**Hyperfine constants of Lu²⁺: rescaled ⟨r⁻³⟩, contact polarisation, or added shifts**

The table holds A/g and B/Q for eight one-electron states of Lu²⁺ outside the [Xe] 4f¹⁴ core at frozen-core DHF, DHF with RPA core polarisation, and Brueckner orbitals with RPA. The program tests, without fitted parameters, whether one rescaled ⟨r⁻³⟩ accounts for both A and B and whether a pure contact term accounts for the RPA shifts within each doublet; it also prints the exact pairwise solutions for orbital, spin-dipole and contact shifts. A single ⟨r⁻³⟩ works to 2–9% at DHF and to 2% of A (12 to 38% of the step) for the Brueckner step of the j = 3/2 rows, but fails for all d rows at the RPA step, worst for 5d5/2, which changes sign. Pure contact is a rough account of 6d but not of 5d, where the contact-free sum of shifts removes 48% of the DHF sum. The pairwise solutions are exact by construction and show only that the contact strength of 5d is not fixed by these data.

Calculated values. Hyperfine constants of Lu2+, one electron outside closed [Xe] 4f14, from B-spline many-body code 1: no-pair Dirac-Coulomb, frozen-core Dirac-Hartree-Fock (DHF), static core-polarisation RPA, and Brueckner orbitals from a second-order or RPA-screened correlation potential. The nucleus is uniformly magnetised, with rms radius 5.37 fm; A/g is A per unit nuclear g factor.

## Script

```python
# Table: hyperfine A/g (MHz) and B/Q (MHz/barn) of Lu2+, B-spline many-body code, one electron
# outside [Xe]4f14: frozen-core DHF, DHF+RPA, Brueckner+RPA. Tested: (1) one rescaled <r^-3>
# for A and B, (2) pure contact polarisation, (3) contact + orbital + spin-dipole shifts adding.
T = {
    'hyperfine': ['6s1/2', '7s1/2', '6p1/2', '6p3/2', '5d3/2', '6d3/2', '5d5/2', '6d5/2'],
    'hyperfine_a_dhf': [16100, 5412, 3138, 363.5, 622.7, 136.0, 238.4, 53.31],  # MHz
    'hyperfine_a_rpa': [18330, 6128, 3611, 541.0, 605.1, 159.0, -159.9, 14.38],  # MHz
    'hyperfine_a_brueckner_rpa': [20420, 6427, 4244, 626.5, 664.0, 165.8, -152.4, 22.51],  # MHz
    'hyperfine_b_dhf': [None, None, None, 732.0, 423.0, 92.3, 499.0, 112.0],  # MHz/barn
    'hyperfine_b_rpa': [None, None, None, 1010, 459, 153, 589, 198],  # MHz/barn
    'hyperfine_b_brueckner_rpa': [None, None, None, 1150, 497, 162, 635, 211],  # MHz/barn
}
import numpy as np
from scipy import constants as C
pc = C.physical_constants
a0 = pc['Bohr radius'][0]
cA = 2*C.mu_0/(4*np.pi)*pc['Bohr magneton'][0]*pc['nuclear magneton'][0]/(C.h*a0**3)/1e6
cB = C.e**2/(4*np.pi*C.epsilon_0*a0**3)*1e-28/C.h/1e6
lab = T['hyperfine']
lev = ('dhf', 'rpa', 'brueckner_rpa')
A = {s: [T['hyperfine_a_'+k][i] for k in lev] for i, s in enumerate(lab)}
B = {s: [T['hyperfine_b_'+k][i] for k in lev] for i, s in enumerate(lab) if T['hyperfine_b_dhf'][i] is not None}
def lj(s): return 'spdf'.index(s[1]), int(s[2])/2
def coef(s):
    l, j = lj(s); L, J = l*(l+1), j*(j+1)
    o = (J+L-0.75)/(2*J)
    return np.array([o, L/J-o, (J+0.75-L)/(2*J)])  # orbital, spin-dipole, contact
def half(x, n): return 0.5*10**(np.floor(np.log10(abs(x)))-n+1)
print(f"cA={cA:.2f} MHz, cB={cB:.2f} MHz/b per a0^-3; rounding: A 4 figures, B 3 figures")
print("A/g steps: RPA-DHF MHz (%), Br-RPA MHz (% of |RPA|), rounding MHz")
for s, a in A.items():
    print(f"{s} {a[1]-a[0]:+.1f} ({100*(a[1]/a[0]-1):+.1f}%) {a[2]-a[1]:+.1f} ({100*(a[2]-a[1])/abs(a[1]):+.1f}%) +-{half(a[0],4)+half(a[1],4):.2g}")
print("<r^-3> a0^-3 from A | from B: DHF (A/B ratio); RPA; B steps RPA %, Br %")
rd, rb = {}, {}
for s, b in B.items():
    j = lj(s)[1]; fa = cA*coef(s)[:2].sum(); fb = cB*(2*j-1)/(2*j+2); a = A[s]
    rd[s] = (a[0]/fa)/(b[0]/fb)
    print(f"{s} {a[0]/fa:.3f}|{b[0]/fb:.3f} ({rd[s]:.3f}); {a[1]/fa:.3f}|{b[1]/fb:.3f}; {100*(b[1]/b[0]-1):+.1f} {100*(b[2]/b[1]-1):+.1f}")
print("Model 1, A scales as B: predicted, table-pred, floor (MHz) for RPA; then Br; Br factor A/B")
for s, b in B.items():
    a = A[s]; p1 = a[0]*b[1]/b[0]; p2 = a[1]*b[2]/b[1]
    f1 = abs(p1)*(half(b[0],3)/b[0]+half(b[1],3)/b[1]); f2 = abs(p2)*(half(b[1],3)/b[1]+half(b[2],3)/b[2])
    rb[s] = a[2]/p2
    print(f"{s} {p1:.1f} {a[1]-p1:+.1f} +-{f1:.1f}; {p2:.1f} {a[2]-p2:+.1f} +-{f2:.1f}; {rb[s]:.3f}")
print("Models 2,3 per doublet (pairs are exact solutions, no test; 6p outside Pauli limit)")
ssum = {}
for lo, hi in (('5d3/2','5d5/2'), ('6d3/2','6d5/2'), ('6p1/2','6p3/2')):
    M = np.array([coef(lo), coef(hi)]); d = np.array([A[s][1]-A[s][0] for s in (lo, hi)])
    a = np.array([A[lo][0], A[hi][0]]); tot = M[:, :2].sum(1); ar = a/tot
    ssum[lo[:2]] = d.sum()/a.sum()
    print(f"{lo[:2]} DHF ratio {a[0]/a[1]:.2f} (Pauli {tot[0]/tot[1]:.2f}); radial a {ar[0]:.0f},{ar[1]:.0f} MHz; shift sum {d.sum():+.1f} MHz = {100*ssum[lo[:2]]:+.1f}% of DHF sum")
    one = M[0]/M[1]*d[1]
    print(f"   low-j shift {d[0]:+.1f}; from high-j if orbital only {one[0]:+.0f}, dipole only {one[1]:+.0f}, contact only {one[2]:+.0f} MHz")
    out = []
    for nm, ix in (('orb,con',[0,2]), ('dip,con',[1,2]), ('orb,dip',[0,1])):
        x = np.linalg.solve(M[:, ix], d); out.append(f"{nm} {x[0]:+.0f},{x[1]:+.0f}")
    ac = (d[1]-ssum[lo[:2]]*a[1])/M[1, 2]
    print("   pairs MHz: " + "; ".join(out))
    print(f"   common rescale+contact: a_c {ac:+.0f} MHz = {100*ac/A['6s1/2'][0]:+.1f}% of DHF A(6s); in high j {ac*M[1,2]:+.1f} MHz")
print("n scaling, low n / high n: A DHF, A RPA shift; B DHF, B RPA shifts MHz/b")
for p, q in (('6s1/2','7s1/2'), ('5d3/2','6d3/2'), ('5d5/2','6d5/2')):
    t = f"; {B[p][0]/B[q][0]:.2f}, {B[p][1]-B[p][0]:+.1f} vs {B[q][1]-B[q][0]:+.1f}" if p in B else ""
    print(f"{p}/{q} {A[p][0]/A[q][0]:.2f}, {(A[p][1]-A[p][0])/(A[q][1]-A[q][0]):.2f}{t}")
# doublet splittings (1/cm, DHF and correlated), typed from further outputs of the same run
fs = {'6p': (5492.49, 6262.53), '5d': (2047.77, 2830.98), '6d': (698.381, 780.228)}
print("splitting rise DHF->correlated: " + ", ".join(f"{k} {100*(v[1]/v[0]-1):+.1f}%" for k, v in fs.items()))
w = max(B, key=lambda s: abs(A[s][1]-A[s][0]*B[s][1]/B[s][0]))
print("worst row of model 1 at RPA (MHz):", w)
assert all(0.85 < r < 1.0 for r in rd.values())
assert A['5d5/2'][0] > 0 > A['5d5/2'][1] and A['5d5/2'][2] < 0 and all(b[0] < b[1] < b[2] for b in B.values())
assert ssum['5d'] < -0.3 and abs(ssum['6d']) < 0.15
assert all(abs(rb[s]-1) < 0.03 for s in rb if s.endswith('3/2'))
```

Running it gives:

```
cA=95.41 MHz, cB=234.96 MHz/b per a0^-3; rounding: A 4 figures, B 3 figures
A/g steps: RPA-DHF MHz (%), Br-RPA MHz (% of |RPA|), rounding MHz
6s1/2 +2230.0 (+13.9%) +2090.0 (+11.4%) +-10
7s1/2 +716.0 (+13.2%) +299.0 (+4.9%) +-1
6p1/2 +473.0 (+15.1%) +633.0 (+17.5%) +-1
6p3/2 +177.5 (+48.8%) +85.5 (+15.8%) +-0.1
5d3/2 -17.6 (-2.8%) +58.9 (+9.7%) +-0.1
6d3/2 +23.0 (+16.9%) +6.8 (+4.3%) +-0.1
5d5/2 -398.3 (-167.1%) +7.5 (+4.7%) +-0.1
6d5/2 -38.9 (-73.0%) +8.1 (+56.5%) +-0.01
<r^-3> a0^-3 from A | from B: DHF (A/B ratio); RPA; B steps RPA %, Br %
6p3/2 7.143|7.788 (0.917); 10.632|10.746; +38.0 +13.9
5d3/2 4.079|4.501 (0.906); 3.964|4.884; +8.5 +8.3
6d3/2 0.891|0.982 (0.907); 1.042|1.628; +65.8 +5.9
5d5/2 3.644|3.717 (0.980); -2.444|4.387; +18.0 +7.8
6d5/2 0.815|0.834 (0.977); 0.220|1.475; +76.8 +6.6
Model 1, A scales as B: predicted, table-pred, floor (MHz) for RPA; then Br; Br factor A/B
6p3/2 501.6 +39.4 +-2.8; 616.0 +10.5 +-5.7; 1.017
5d3/2 675.7 -70.6 +-1.5; 655.2 +8.8 +-1.4; 1.013
6d3/2 225.4 -66.4 +-0.9; 168.4 -2.6 +-1.1; 0.985
5d5/2 281.4 -441.3 +-0.5; -172.4 +20.0 +-0.3; 0.884
6d5/2 94.2 -79.9 +-0.7; 15.3 +7.2 +-0.1; 1.469
Models 2,3 per doublet (pairs are exact solutions, no test; 6p outside Pauli limit)
5d DHF ratio 2.61 (Pauli 2.33); radial a 389,348 MHz; shift sum -415.9 MHz = -48.3% of DHF sum
   low-j shift -17.6; from high-j if orbital only -597, dipole only +1394, contact only +398 MHz
   pairs MHz: orb,con -208,-1160; dip,con -1456,-2823; orb,dip -353,+1015
   common rescale+contact: a_c -1416 MHz = -8.8% of DHF A(6s); in high j -283.2 MHz
6d DHF ratio 2.55 (Pauli 2.33); radial a 85,78 MHz; shift sum -15.9 MHz = -8.4% of DHF sum
   low-j shift +23.0; from high-j if orbital only -58, dipole only +136, contact only +39 MHz
   pairs MHz: orb,con -8,-163; dip,con -56,-227; orb,dip -28,+142
   common rescale+contact: a_c -172 MHz = -1.1% of DHF A(6s); in high j -34.4 MHz
6p DHF ratio 8.63 (Pauli 5.00); radial a 1177,682 MHz; shift sum +650.5 MHz = +18.6% of DHF sum
   low-j shift +473.0; from high-j if orbital only +355, dipole only -1775, contact only -178 MHz
   pairs MHz: orb,con +325,-118; dip,con +542,+749; orb,dip +281,+74
   common rescale+contact: a_c +330 MHz = +2.0% of DHF A(6s); in high j +110.0 MHz
n scaling, low n / high n: A DHF, A RPA shift; B DHF, B RPA shifts MHz/b
6s1/2/7s1/2 2.97, 3.11
5d3/2/6d3/2 4.58, -0.77; 4.58, +36.0 vs +60.7
5d5/2/6d5/2 4.47, 10.23; 4.46, +90.0 vs +86.0
splitting rise DHF->correlated: 6p +14.0%, 5d +38.2%, 6d +11.7%
worst row of model 1 at RPA (MHz): 5d5/2
```
